## Why Ta₃N resists being pulled more than being flattened

Why does a layered metallic nitride become harder and harder to stretch along its stacking axis, yet flatten with an almost constant stiffness? Ta₃N consists of close-packed tantalum layers, with nitrogen in the octahedral holes of every third gap between them. The table follows its energy when the crystal is drawn out or flattened at constant volume, as density functional theory gives it.

Ta₃N (P-3m1, 4 atoms per cell, a = 3.001, c = 7.450 Å) is stretched or flattened along c at fixed volume and fractional coordinates. Ansatz 0.2.0 ran scalar-relativistic PBEsol without spin polarisation, using plane-wave PAW, a 420 eV cutoff, a 24×24×8 k mesh and 0.15 eV Gaussian smearing. Free energies are relative to ratio 1; pressure is positive in compression.

```tsv
axial ratio (over its starting value)	energy change (meV/atom)	pressure (GPa)
0.8	196.4	1.96
0.85	110.2	1.19
0.92	28.8	0.40
0.96	6.6	0.16
1	0.0	-0.01
1.05	9.4	0.04
1.1	40.7	0.55
1.2	176.7	3.03
1.3	414.7	7.25
```

The energy rises at every step away from an axial ratio of 1, so the scan meets no second minimum. At first sight flattening looks the harder direction, because 0.8 costs more than 1.2. But a ratio of 0.8 is a change by a factor of 1.25, so the fair measure of strain is the logarithm of the ratio, $\ln r$. Divided by $(\ln r)^2$, the energy stays near 4000 meV per atom throughout the flattened side and climbs to about 6000 at 1.3. It is elongation that stiffens.

The tempting explanation is the shortest and presumably strongest bond, Ta–N. Constant volume makes heights grow as $r^{2/3}$ and widths shrink as $r^{-1/3}$. A bond that spans a width $w$ and a height $h$ at the start therefore has the length

$$d(r)=\sqrt{w^2r^{-2/3}+h^2r^{4/3}} .$$

In a regular octahedron $w^2=2h^2$, and the two changes cancel to first order. The octahedron round nitrogen is nearly regular, so its bonds mainly turn and hardly change length.

The numbers rule this explanation out. At ratios of 0.85 and 1.05 the Ta–N bonds have the same length, 2.16 Å, but the energies are 110 and 9.4 meV per atom. If Ta–N springs carried the cost, the energy at 1.3 would also be about 13 times that at 0.8, because the bonds stretch so much more there. The table gives a factor of about two.

Two other candidates can be tested: the turning of these bonds, which distorts the octahedron, and the crowding of tantalum atoms. The second idea starts from the neighbours in a close-packed metal. When the crystal is pulled, the Ta–Ta contacts within each layer shorten. When it is flattened, those between layers shorten instead. Theory gives two reasons why this costs energy: the closed inner shells of squeezed neighbours begin to overlap, and stretched neighbours lose some of their d-electron bonding. The calculation gives only the sum of such effects.

Crowding offers a geometric reason for the asymmetry. A contact within a layer lies wholly across the axis, so pulling shortens it steadily. A contact between layers is slanted: flattening takes away height but adds width, and the more it tilts towards the plane, the less it shortens. Flattening to 0.8 shortens the contact across a nitrogen-free gap by 0.18 Å. Elongation by the matching factor of 1.25 would shorten a contact within the layer by $3.00\,(1-1.25^{-1/3})\approx0.22$ Å.

On this view the constant stiffness on flattening is a compensation. The contact grows stiffer as it is squeezed, but each further bit of strain squeezes it less. On elongation that relief is almost absent, and the stiffening shows openly.

If crowding sets the energy, and the closest contact can stand for all the squeezed ones, one curve should roughly serve both directions. Let $s$ be the shortening, in Å, of that closest contact: the one across a nitrogen-free gap on flattening, the one within a layer on elongation. A least-squares fit to the rows with ratios up to 1 gives, in meV per atom,

$$E\approx4270\,s^2+9550\,s^3 .$$

The two coefficients trade against each other and have no separate physical meaning. The elongated rows took no part in the fit and can test it.

Take the ratio 1.3. The contact within the layer shrinks from 3.00 to 2.75 Å, so $s=0.251$ Å. With unrounded values the two terms give $270+151=421$ meV per atom, while the full calculation gives 415. A curve learned from squeezing one kind of contact thus predicts the cost of squeezing the other kind, at a shortening beyond any in the fit. But the success hangs on the choice of contact. Flattening also squeezes the longer Ta–Ta contact across the nitrogen layer, by about 0.20 Å at 0.8, and a curve built on that one would be expected to fall well short at 1.3. The curve used here does less well for small strains: every elongated row comes out too high, the one at 1.05 by almost a fifth of its value. Part of that misfit may come from the smearing, whose removal shifts the energies near the minimum by up to about one meV per atom.

The distortion of the octahedron can be put to the same test, with the change in the angle between the Ta–N bond and the axis in place of $s$. Fitted to the same flattened rows, with opening and closing of the angle treated alike, this curve is good at 1.1 but falls short by 27 meV per atom at 1.2 and by 110 at 1.3. At large elongation the closest contact is thus the better guide. That doesn't exclude bending, because the octahedron might resist closing more than opening.

A third description needs no picture of the atoms at all. Elasticity beyond the linear range adds a cubic term in $\ln r$ to the quadratic one, and such a term makes one direction stiffer than the other. Fitted to the flattened rows, it does better than the crowding curve at 1.2 but falls 44 meV per atom short at 1.3. It describes the asymmetry without giving a reason for it. As a predictor, though, it is clearly beaten by the crowding curve only in the last row, and only with the contact chosen here.

The pressure shows where a single contact length is too simple. At 0.8 and 1.2 the closest Ta–Ta distance is nearly the same, 2.81 and 2.82 Å, and the energies differ by only about a tenth. Yet the pressure, the average of the stresses in the three directions, is 1.96 GPa in one case and 3.03 GPa in the other. The wish to expand evidently depends on more than this one distance. Nor does a small pressure mean a relaxed crystal: at 0.8 the calculation finds 19 GPa of compression along the axis and 6 GPa of tension across it.

One restriction of the scan keeps bending and crowding entangled. The atoms were held at fixed fractional positions, so the octahedra and the Ta–Ta contacts always changed together. At 0.8 two of the four atoms feel forces of about 0.8 eV/Å. With a guessed spring constant typical of a heavy metal atom, letting them move would lower the energy by something of the order of ten meV per atom, and the distances would change as well, so the curves hold only for the unrelaxed atoms. The PBEsol functional was also used with PAW datasets made for PBE, and the effect of this on the energies wasn't tested.

The same motion could separate the causes. If the tantalum layers on either side of nitrogen move apart in a cell of fixed shape, the octahedron grows taller while the nitrogen-free gaps become narrower. The Ta–N bonds would lengthen too, so the cost of stretching them would have to be allowed for. Whether the energy then follows the angle or the crowded contact is the question this table leaves open.
